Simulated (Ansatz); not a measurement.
A series in volume scale on CuPd

Free energy against uniform scaling of the volume at fixed shape and fractions; periodic cell, basis, potentials, k mesh and filling as listed. The results are calculated, by Ansatz 0.2.0.

The cell before it is scaled or strained (space group R-3m, No. 166):
```
CELL_PARAMETERS angstrom
1.35460 0.78210 4.21900
-1.35460 0.78210 4.21900
0.00000 -1.56410 4.21900
ATOMIC_POSITIONS crystal
Cu 0.00000 0.00000 0.00000
Pd 0.50000 0.50000 0.50000
```

Settings of every row: functional PBEsol; dispersion none; potentials PAW; wave cutoff 500 eV; density cutoff 2000 eV; k mesh 12x12x12; k shift 0x0x0; occupations fermi dirac; smearing width 0.1 eV; spin none.

Limits: coarse k mesh, up to 40 meV an atom off; the cell comes from a prototype or a list of computed structures and needn't be the stable phase.

| row | volume scale | V (Å³/atom) | energy above lowest point (meV/atom) |
| --- | --- | --- | --- |
| 1 | 0.88 | 11.8 | 91.9 |
| 2 | 0.92 | 12.336 | 27.5 |
| 3 | 0.96 | 12.872 | 0 |
| 4 | 1 | 13.409 | 1 |
| 5 | 1.04 | 13.945 | 24.2 |
| 6 | 1.08 | 14.481 | 64.4 |
| 7 | 1.12 | 15.018 | ? |

Question: what energy above lowest point should row 7 give?

Worked fit of energy above lowest point. Take u = (V_r/V)^(2/3) − 1 with V_r = 13.14 Å³ an atom, which is twice the finite (Eulerian) strain; such expansions in the strain, on which the Birch-Murnaghan equation of state is built, carry the rest volume and the bulk modulus. The shown rows have u = 0.07434, 0.04299, 0.01383, -0.01342, -0.03886, -0.06273. Least squares give energy above lowest point = −2.63 − 47.4 × u + 16950 × u² + 10662 × u³ meV/atom; a parabola predicts inner rows, each left out in turn, worse (root mean square 1.1 against 0.04 meV/atom). All shown rows lie on it to the printed digit. Its lowest point lies at u = 0.0014, or V = 13.11 Å³ an atom, and the curvature there gives the bulk modulus at fixed shape and fractions, B = (4/9)(1 + u)² E″(u)/V = 185 GPa. Letting shape and atoms relax would as a rule lower it, by much in layered, chain or molecular crystals. The withheld row has u = -0.08521, so the fit gives −2.63 − 47.4 × (-0.08521) + 16950 × (-0.08521)² + 10662 × (-0.08521)³ = 117.9 meV/atom.

The calculation gave 117.8 meV/atom. The fit lies 0.1 meV/atom (0.085 % of the column's range) above it, one unit of the last digit. This row lies beyond the range of the fit.
